Ideality factor below 2 from the bias dependence of the field

1. Conventions and premises

q > 0, V_T = kT/q, V is the forward bias, v = V/V_T. The p side is x < 0, the n side x > 0. ψ is the electrostatic potential and E = dψ/dx > 0 the magnitude of the field. The local ideality factor m is defined by
(1) 1/m = V_T d ln J/dV = d ln J/dv, and δ ≡ 1/m − 1/2.
Premises:
P1. One dimension, steady state, non-degenerate carriers, fully ionised dopants.
P2. Recombination through one level at the intrinsic energy, uniform in space, with Shockley–Read–Hall kinetics and τn = τp = τ independent of field.
P3. Quasi-Fermi levels flat across the space-charge region and split by qV.
P4. Low injection, no series resistance.
P5. For the leading result only: depletion approximation, v ≫ 1, and a field that is constant over the recombination peak.
Sections 5 and 6 give the size of what P2, P3 and P5 leave out.

2. Recombination rate

P1 and P3 give np = ni² e^v, with n ∝ e^(ψ/V_T) and p ∝ e^(−ψ/V_T). Put the zero of ψ on the plane where n = p, and set u = ψ/V_T:
(2) n = n1 e^u, p = n1 e^(−u), n1 = ni e^(v/2).
P2 gives U = (np − ni²)/[τ(n + ni) + τ(p + ni)]. The numerator is ni²(e^v − 1) = 2ni² e^(v/2) sinh(v/2). The denominator is 2τ ni e^(v/2)(cosh u + e^(−v/2)). Hence
(3) U = (ni/τ) sinh(v/2)/(cosh u + b), b = e^(−v/2).
U peaks at u = 0 and falls as e^(−|u|).

3. Current

Each recombination event passes one charge q through the circuit, so J_r = q∫U dx. ψ is monotonic, so dx = V_T du/E(u):
(4) J_r = (kT ni/τ) sinh(v/2) ∫ du/[(cosh u + b) E(u)].
Apply P5. Replace E(u) by E0 = E(0). Extend the limits to ±∞, since u spans many units on either side. Drop b and put sinh(v/2) → e^(v/2)/2. With ∫ sech u du = π over the whole line,
(5) J_r = π kT ni e^(v/2)/(2τE0) = q U_max πℓ, U_max = n1/(2τ), ℓ = V_T/E0.
The active layer has effective width πℓ, not the depletion width W. Forward bias lowers E0 and widens the layer, so J_r grows faster than e^(v/2). At fixed T only e^(v/2) and E0 depend on V, and (1) gives
(6) 1/m = 1/2 − (kT/q) d ln E0/dV.
dE0/dV < 0, so δ > 0 and m < 2. E0 is the field on the plane n = p, which need not be the maximum field.

4. Field on the recombination plane (depletion approximation)

4a. Uniformly doped layer. Let the plane lie in, or at the boundary of, an n layer of doping N. At distance y inside the depletion edge, Poisson's equation gives E = qNy/ε, and the potential lies Δψ = qNy²/(2ε) below its neutral value. Eliminating y: E² = 2qNΔψ/ε. In the neutral layer n = N (P4), so (2) gives u = a there, with
(7) a = ln(N/n1) = (φn − V/2)/V_T, φn = V_T ln(N/ni).
The plane u = 0 thus has Δψ = φn − V/2, and
(8) E0 = [2qN(φn − V/2)/ε]^(1/2).

4b. One-sided junction, p⁺n. Let N_A > N_D = N and φp = V_T ln(N_A/ni). The total drop is Ψ = Vbi − V with Vbi = φn + φp. Charge balance, N_A x_p = N_D x_n, puts the fraction N_A/(N_A + N_D) > 1/2 of Ψ on the n side. Since φp > φn, Ψ/2 > φn − V/2. The plane therefore lies inside the n side and (8) holds. d ln E0/dV = (1/2)(−1/2)/(φn − V/2), so
(9) 1/m = 1/2 + kT/[4q(φn − V/2)] = 1/2 + 1/(4a).
N_A has dropped out. For n⁺p replace φn by φp.

4c. Symmetric abrupt junction, N_A = N_D = N. By symmetry the plane is x = 0, the field maximum. φn = Vbi/2, so φn − V/2 = (Vbi − V)/2, and (8) becomes E0 = [qN(Vbi − V)/ε]^(1/2). Then d ln E0/dV = −1/[2(Vbi − V)] and
(10) 1/m = 1/2 + kT/[2q(Vbi − V)].
This is (9) with Vbi = 2φn. At leading order every abrupt junction has δ0 = 1/(4a), with a set by the lighter doping. Also W = 2x_n = 4aℓ here, because aV_T = E0 x_n/2.

4d. Linearly graded junction, N_D − N_A = γx. Symmetry again puts the plane at x = 0. Poisson's equation with E(±W/2) = 0 gives E = qγ(W²/4 − x²)/(2ε). Thus E0 = qγW²/(8ε) and Ψ = ∫E dx = qγW³/(12ε), so W ∝ Ψ^(1/3) and E0 ∝ Ψ^(2/3). With Ψ = Vbi − V and Vbi held fixed,
(11) 1/m = 1/2 + 2kT/[3q(Vbi − V)].
Vbi is not strictly fixed, because the doping at the edges moves with W. Taking Vbi = 2V_T ln(γW/2ni) gives dΨ/dV = (2V_T/3Ψ) dΨ/dV − 1, which multiplies δ by 1/(1 − 2V_T/3Ψ). Like the neglected mobile charge, this is a correction of relative order V_T/Ψ.

5. Next order for the abrupt junction

δ0 is itself of order 1/a, and its corrections are of relative order 1/a with coefficients near 2. They must be sized.

Majority-carrier tail. Keep electrons in Poisson's equation on the n side and set s = a − u, so n = N e^(−s). Then ε dE/dx = −qN(1 − e^(−s)). Multiply by E dx = dψ = −V_T ds and integrate from the neutral region, where s = 0 and E = 0:
(12) E² = E_D² (s − 1 + e^(−s)), E_D² = 2kTN/ε.
The omitted hole charge changes E0² by a relative amount of order e^(−a)/(a − 1). Near the plane E² ≈ E_D²(c − u), c = a − 1.

Field variation over the peak. In the symmetric junction E² ≈ E_D²(c − |u|): the field has a kink at its maximum and falls on both sides. Expand 1/E = (1 + |u|/2c + …)/(E_D√c) and average with weight sech u/π. The mean is ⟨|u|⟩ = (2/π)∫₀^∞ u sech u du = 4G/π = 1.166, G being Catalan's constant. So ln J_r = v/2 − (1/2) ln c + ⟨|u|⟩/(2c) + const. With dc/dv = −1/2, δ = 1/(4c) + ⟨|u|⟩/(4c²), and expanding 1/(4c) in 1/a,
(13) δ = 1/(4a) + (1 + 4G/π)/(4a²) + O(a⁻³), symmetric.
In the one-sided junction E² ≈ E_D²(c − u) holds through the plane, the term odd in u averages to zero, and δ = 1/(4(a − 1)) + O(a⁻³). The two abrupt cases part at second order.

Finite b. ∫du/(cosh u + b) = 2 arccos b/(1 − b²)^(1/2) ≈ π − 2b. Since db/dv = −b/2, this adds b/π to δ. The factor sinh(v/2) adds (1/2)coth(v/2) − 1/2 ≈ b².

Full form. With (12), integral (4) diverges at u → a, where E → 0 while U tends to the neutral-region rate U∞ = (ni/τ) sinh(v/2)/(cosh a + b). That part is the diffusion current. Define J_r for the symmetric junction by the excess U − U∞:
(14) J_r = [2kT ni sinh(v/2)/(τE_D)] I, I = ∫₀^a [1/(cosh u + b) − 1/(cosh a + b)] (a − u − 1 + e^(u−a))^(−1/2) du,
so 1/m = (1/2)coth(v/2) + d ln I/dv, with a and b both depending on v. For a ≫ 1 and b → 0, I → π/(2√a), and (14) returns (5) and (8).

Diffusion current. On each side the subtracted rate acts over x_n = W/2 and then decays over the diffusion length L = (Dτ)^(1/2), D being taken equal for both carriers and the neutral layers much longer than L. So J_d = 2qU∞(L + x_n) ∝ e^v − 1 when L ≫ x_n, with ideality 1. With cosh a ≈ e^a/2 and the Debye length L_D = (εkT/q²N)^(1/2) = √2 V_T/E_D,
(15) ρ = J_d/J_r = 2√2 e^(−a)(L + x_n)/(L_D I).
Differentiating ln(J_r + J_d) gives the terminal value
(16) 1/m_t = (1/m + ρ)/(1 + ρ).
The split is a convention at one point. Counting the piece 2qU∞x_n with J_r instead adds to it a fraction (8a/π)e^(−a) that has ideality near 1, and raises δ by about half that fraction.

6. Range of validity

(a) a ≫ 1, that is V well below 2φn. The relative second-order term of (13) is (1 + 4G/π)/a. Low injection, n1/N = e^(−a) ≪ 1, then follows.
(b) b/π ≪ 1/(4a), which sets a lower bound on V. For a level displaced by ΔE from the intrinsic energy, 2ni in the denominator of U becomes 2ni cosh(ΔE/kT), so b → e^(−v/2) cosh(ΔE/kT). Off-centre levels and spreads of levels lower m by this separate route.
(c) τn ≠ τp: τp n + τn p = 2τ n1 cosh(u − u0), with τ = (τnτp)^(1/2) and u0 = (1/2) ln(τn/τp). The peak moves to u0. In (9) a → a − u0. In the symmetric junction the peak leaves the field maximum and a → a − |u0|.
(d) P3: the gradient of the electron quasi-Fermi level, in units of kT, is J_n/(qDn). On the p side of the peak of the symmetric junction J_n feeds the recombination further out and the diffusion current J_d/2, so J_n ≈ q(n1/τ)(ℓe^u + Le^(−a)). With n = n1e^u the gradient is ℓ/L² + e^(−(a+u))/L. On the n side it falls from its value at the peak as e^(−u). The first term gives a drop of order Wℓ/L² = 2(L_D/L)². The second term dominates for u < ln(L/ℓ) − a and reaches 1/L at the depletion edge. At distance y inside that edge a + u = y²/(2L_D²) in the depletion approximation, so this term gives a drop (π/2)^(1/2) L_D/L. The total drop is of first order in L_D/L, and P3 needs L_D ≪ L. The drop sits near the edge and lowers J_d by about that fraction.
(e) Field-independent τ. If locally 1/τ ∝ E0^σ, then J_r ∝ e^(v/2) E0^(σ−1) and δ0 → (1 − σ)δ0. One needs |σ| ≪ 1. A rate that followed the one-dimensional Poole–Frenkel factor exp(Δ/kT), Δ = q(qE0/πε)^(1/2), would have σ = Δ/2kT. Trap-assisted tunnelling acts likewise at high field.
(f) (9) to (11) describe J_r. They describe the terminal current only if ρ/2 ≪ δ, and if perimeter and shunt currents are absent.

7. Illustration: symmetric abrupt Si junction, V = 0.35 V, T = 300 K

Inputs. Compiled values at 300 K: static dielectric constant 11.7 (Ioffe Institute), gap 1.12 eV (Wing 2021). Typical value: ni ≈ 1.0×10¹⁰ cm⁻³. Assumed: N = 10¹⁷ cm⁻³, D = 10 cm²/s, τ = 1 ns. The short lifetime is chosen to stand for a defect-rich junction, in which J_r dominates.

kT = 25.85 meV, v = 13.54, φn = 0.4167 V, Vbi = 0.8334 V, Vbi − V = 0.4834 V, a = 9.35.
Non-degeneracy: Eg/2 − qφn = 0.14 eV = 5.5 kT, the intrinsic level being taken at midgap.
n1/N = e^(−a) = 8.7×10⁻⁵. b = 1.1×10⁻³, b/π = 3.7×10⁻⁴, b² = 1.3×10⁻⁶. Hole charge: 1.0×10⁻⁵ relative.
E0 = 8.65 mV/nm, ℓ = 2.99 nm, W = 112 nm, x_n = 56 nm, L_D = 12.9 nm. The peak has full width at half maximum 2ℓ arcosh 2 = 7.9 nm.
L = 1000 nm. Quasi-Fermi drop in units of kT: Wℓ/L² = 3.3×10⁻⁴ from the recombination term and (π/2)^(1/2) L_D/L = 0.016 from the diffusion term, which dominates below u = −3.5. P3 holds.

Ideality of J_r. It is independent of ε, τ and D.
Leading order (10): δ = 0.027, m = 1.90.
Second order (13): δ = 0.033, m = 1.88.
Full form (14), by quadrature: I = 0.592, δ = 0.036, m = 1.86.
The full δ is 1.36 times the leading one. The leading formula gives the sign and scale of the effect and understates it at a ≈ 9. The convention of the split moves δ by 0.001, so a further figure would be empty. A 10 % change in ni moves a by 0.095 and δ0 by 1.0 %.
For comparison: p⁺n with the same N has δ0 = 0.027 and, with the tail term, δ = 0.030, m = 1.89. A graded junction with the same Vbi − V has δ = 0.036, m = 1.87 from (11), and the moving Vbi multiplies that δ by 1.04.

Current: J_r = 0.66 mA/cm² from (5) and 0.75 mA/cm² from (14), a ratio of 1.15.

Rival terms.
Diffusion, τ = 1 ns: ρ = 0.034. 1/m rises by 0.015, over half of δ0, and m_t = 1.81.
Diffusion, τ = 1 µs: L = 31.6 µm, ρ = 1.0, m_t = 1.30. The field effect is then a minor part of the departure from 2.
Level position: b/π equals δ0 for |ΔE| = 0.13 eV.
Coulombic centre: Δ = 65 meV = 2.5 kT, σ = 1.3. This could cancel or reverse the effect, so the result is confined to centres whose capture is insensitive to the field.

These numbers are the model's. As typical knowledge, clean silicon at this doping has lifetimes of microseconds or longer. For such a diode the 1 ns currents are too high by orders of magnitude, J_r scaling as 1/τ, and its terminal ideality at 0.35 V lies near the 1 µs value or below it. The value m = 1.86 belongs to the space-charge component alone, after the diffusion current has been separated by (16).